The atomization energy $D$ of AlBH2 is the energy needed to take the molecule, at fixed geometry, apart into free Al, B and two H atoms: $D = E(\text{atoms}) - E(\text{molecule})$. It was computed for the valence electrons with a ladder of wave-function levels built on an unrestricted Hartree–Fock determinant. Each level is measured against a best estimate of 9.658 eV, which is CCSD(T) at the basis limit plus a step to CCSDT(Q). The estimate is an electronic energy without zero-point motion, spin-orbit coupling or core correlation, so the errors below are errors against a calculation and say nothing direct about a measured value.

Three sizes organize the table. Electron correlation supplies about 2 eV of the binding, a fifth of the whole. The double-zeta basis loses about 0.7 eV of the binding. The choice among correlated methods moves it by up to about 0.2 eV, and the best of them agree to about 0.01 eV.

Atomization energy of neutral triplet AlBH2 at the PBE0/def2-TZVP geometry, computed with Ansatz 0.2.0 and the AFQMC program afq 1. The molecule has a UHF determinant and only electrons outside the noble-gas cores are correlated; rows not marked CBS use the aug-cc-pVDZ basis. The reference level is CCSDT(Q).

```tsv
level	this level less the best estimate at the basis limit (meV)	statistical noise, one standard error (meV)
HF	-2209.0	0.000
MP2	-594.0	0.000
CCSD	-816.0	0.000
CCSD(T)	-702.0	0.000
ph-AFQMC/HF	-598.0	22.000
ph-AFQMC/CISD	-683.0	4.000
released AFQMC	-671.0	2.000
HF/CBS	-2016.0	0.000
MP2/CBS	28.0	0.000
CCSD(T)/CBS	-25.0	0.000
```

The second column is $D$ at the level named less the best estimate, so a negative entry means underbinding. Rows marked CBS are at the complete-basis limit, and all other rows are in aug-cc-pVDZ. AFQMC is a random walk of determinants that projects out the lowest state; "ph" marks the phaseless constraint, which suppresses the phase problem with the help of a trial function (a single HF determinant or a CISD function), and "released" marks a walk from which the constraint has been lifted. The third column is one standard error of the walk and leaves out the bias of the constraint.

The aug-cc-pVDZ runs describe one state, and the limit rows are taken to describe the same one. The molecule is planar H2B–Al with two unpaired electrons, one in an $a_1$ orbital along the axis and one in the out-of-plane $b_1$ orbital, which makes it $^3B_1$. In the same calculation the determinant is a stable minimum with $\langle S^2\rangle = 2.03$, close to the pure triplet value of 2, and the largest CCSD double amplitude is 0.05, so one determinant dominates. No run at another spin is at hand, so the triplet need not be the lowest state of the molecule.

Read as it stands, the column seems to favour two of the cheaper methods among the correlated plain rows. MP2 at $-594$ meV and ph-AFQMC/HF at $-598$ meV lie nearer zero than CCSD(T) at $-702$ meV or the released walk at $-671$ meV. This order is a result of adding two errors. Every correlated plain row carries a large negative basis error, and on top of it a smaller method error of either sign, so a method that overbinds within the basis appears to be the most accurate.

The basis error can be read off where a level appears twice. CCSD(T) gains 677 meV on going to the limit, 7 % of the best estimate. Of this, 193 meV is already present in Hartree–Fock, and the other 484 meV belongs to correlation. The limit rows come from a different basis family and carry an uncertainty of their own that the noise column does not show, so these shares are firm in size and less firm in the last digits.

The correlation share has a standard explanation. The exact wave function has a cusp where two electrons of opposite spin meet, and a basis that ends at d functions on B and Al and p functions on H describes that cusp poorly. The free atoms have few such meetings: hydrogen has one electron, and B and Al with an $s^2p$ valence shell offer two opposite-spin pairings each, 4 in all. The molecule, with five valence electrons of one spin and three of the other, offers 15. Many of those pairs are far apart, so the count is only a guide to the direction: the molecule is expected to have more short-range correlation to lose than the atoms, and a small basis then underbinds.

The numbers fit this picture. In the molecule the opposite-spin part of the MP2 correlation energy is $-2.82$ eV against $-0.65$ eV for equal spins. At the CCSD(T) level the small basis delivers a fraction 0.757 of the correlation binding found at the limit. The Hartree–Fock share needs another cause, since a determinant has no electron-electron cusp; a plausible and untested guess is that the small set has too few valence and polarization functions to shape the orbitals in the bonds. Basis superposition would lower the molecule relative to the atoms, so any that is present hides part of the incompleteness.

To judge methods, the plain rows need a reference in their own basis. The CCSD(T)/CBS entry of $-25$ meV is by construction minus the step to CCSDT(Q), so it tests nothing, but it places CCSDT(Q) in aug-cc-pVDZ at $-702 + 25 = -677$ meV. The best estimate assumes that this step carries over unchanged to the limit. Call $\delta$ the error of a plain row against this same-basis reference, good to between one and two meV from the rounding of the table.

Measured this way MP2 and ph-AFQMC/HF lose their lead, while CCSD stays the farthest off of the correlated levels. CCSD has $\delta = -139$ meV and CCSD(T) has $-25$ meV, both underbound and converging from below. MP2 has $+83$ meV and ph-AFQMC/HF $+79$ meV, both overbound. The two better walks fall within several meV of the reference on either side.

An error in $D$ is a difference of two errors. Let $m_{\text{mol}}$ and $m_{\text{at}}$ be the amounts by which a level lies above CCSDT(Q) for the molecule and for the sum of the atoms. Then

$$\delta = m_{\text{at}} - m_{\text{mol}} .$$

The total energies of the same runs give $m_{\text{mol}}$, and the identity then gives $m_{\text{at}}$; the atomic figures below are inferred in this way. A level overbinds whenever it treats the atoms worse, in absolute energy, than the molecule.

The simplest expectation is that a level recovers the same fraction $f$ of the correlation energy everywhere. With $C_{\text{mol}}$ and $C_{\text{at}}$ the magnitudes of the CCSDT(Q) correlation energies, $m = (1-f)\,C$ for both, and

$$\delta = -(1-f)\,(C_{\text{mol}} - C_{\text{at}}) .$$

Nothing is fitted: $f$ is taken from the molecule of the row in question, and $\delta$ is then a prediction. Because the molecule has the larger correlation energy, the model predicts underbinding for any level with $f<1$.

The CCSD row can be worked through. The reference gives $C_{\text{mol}} = 4522$ meV, and its correlation binding is its distance from the HF row, $2209 - 677 = 1532$ meV. CCSD lies 208 meV above the reference in the molecule, so

$$1-f = \frac{208}{4522} = 0.046, \qquad \delta = -0.046 \times 1532 \approx -70\ \text{meV}.$$

The table gives twice this underbinding, so the model has the sign and the order of size and misses by 69 meV.

The miss has a clear reading. CCSD recovers 97.7 % of the correlation energy in the atoms and 95.4 % in the molecule, so the atoms are the easier problem for it. With three correlated electrons, B and Al have no excitation beyond triples: CCSDT is exact for them, the (Q) term vanishes, and what CCSD misses in the atoms is the effect of triples alone. Eight electrons offer many more triples, and quadruples besides. The opposite extreme, atoms treated as exact, would give $\delta = -208$ meV, and both CCSD and CCSD(T) lie between the two extremes.

The same split locates the remaining error of CCSD(T). In the molecule, going from perturbative to full triples lowers the energy by 38 meV, and in the atoms by 22 meV, which leaves 16 meV of binding. The (Q) term acts on the molecule only and adds 9 meV. Most of the step beyond CCSD(T) is therefore incomplete triples, and more than half of the molecular triples shortfall cancels against the atoms.

For MP2 the equal-fraction model fails outright. It predicts $\delta = -357$ meV where the table shows overbinding, the worst miss of any row. MP2 recovers 77 % of the correlation energy in the molecule and only 62 % in the atoms. Its small $\delta$ is the difference of two errors that each exceed 1 eV, 1138 meV for the atoms and 1055 meV for the molecule. Since hydrogen has no correlation energy, the whole atomic miss sits on boron and aluminium.

Theory attributes this to the $s^2 \to p^2$ near-degeneracy of the group 13 atoms. In $s^2p$, two p orbitals are empty and lie close above the s shell, so the configuration $p^3$ mixes in strongly through the exchange integral $K_{sp}$. MP2 values each such excitation at $-K_{sp}^2/[2(\varepsilon_p - \varepsilon_s)]$, with Hartree–Fock orbital energies $\varepsilon$ in the denominator. These energies place an empty p orbital in the field of all the electrons and omit the attraction between the excited electrons and the holes they leave, so the denominator exceeds the true gap between the configurations and the energy lowering comes out too small. Coupled cluster restores these terms to all orders in the doubles.

Bonding removes much of this channel. The molecule has three valence pairs: two form the B–H bonds, and the third is an $a_1$ pair shared between the B–Al bond and the Al 3s shell. Boron's s electrons and two of its p orbitals are taken into bonds, and the out-of-plane orbital holds an unpaired electron, which blocks a pair from being excited into it. Two atomic $s^2$ pairs thus become at most one pair of that character. The numbers show that MP2 does worse for the atoms; that this excitation is the reason is argued from the orbital picture and was not isolated in the calculation.

The phaseless walk with a one-determinant trial repeats the pattern on a smaller scale. It lies $108 \pm 19$ meV too high in the molecule and $187 \pm 12$ meV too high in the atoms, so it overbinds. The constraint steers walkers by their overlap with the trial, and a trial that lacks an important configuration biases the energy; a bare $s^2p$ determinant lacks the $p^3$ admixture. Its near coincidence with MP2 in the table lies well inside its noise and carries no meaning beyond a shared sign.

The CISD trial serves as a control, because it contains the double excitations in question. With it the binding falls by 85 meV, and the misses shrink to 14 meV in the molecule and 8 meV in the atoms. Both now correspond to 99.7 % of the correlation energy, so the equal-fraction model holds for this row, though the test is weak, since the predicted error is hardly larger than the noise of 4 meV. The comparison shows that the overbinding came from the trial, though it does not single out which doubles cured it.

Releasing the constraint raises the binding again, by 12 meV, to $\delta = +6 \pm 2$ meV. For the molecule the last released energy agrees with CCSDT(Q) within its noise, and an unconstrained projection from the CCSD state lands $2.4 \pm 4.4$ meV below it, with any remainder of the starting state outside that error. The reference was accepted only if it agreed with the released walk to a few tens of meV, so the closeness is partly a condition of entry. The 6 meV that remain are three standard errors, of which rounding can account for at most 1.5 meV, and they are left unexplained.

MP2 keeps its sign at the limit; CCSD(T) does so by construction. MP2/CBS at $+28$ meV is as close to the best estimate as CCSD(T)/CBS, from the other side, and the small-basis split suggests that it again rests on cancellation. The cancellation changes with the basis: MP2 binds 108 meV more than CCSD(T) in aug-cc-pVDZ and 53 meV more at the limit. A basis correction borrowed from one method therefore misplaces the other by 55 meV, twice the step from CCSD(T) to CCSDT(Q). Arithmetic says that the larger basis helps MP2, relative to CCSD(T), more in the atoms than in the molecule; the cause of that is untested.

The reasoning carries to a neighbouring case as two questions. One is whether the bonds create many new opposite-spin pairs that lie close together, which favours underbinding in a small basis and with a truncated cluster expansion. The other is whether the free atoms hold a low-lying pair excitation that bonding removes, which pushes second-order theory and one-determinant trials towards overbinding. Boron and aluminium are p-type dopants, and their hydrides and fragments occur in deposition chemistry; for this one fragment, an energy referred to the free atoms in a double-zeta basis is off by several tenths of an eV at every correlated level, and the methods can be ranked only against a reference in the same basis.
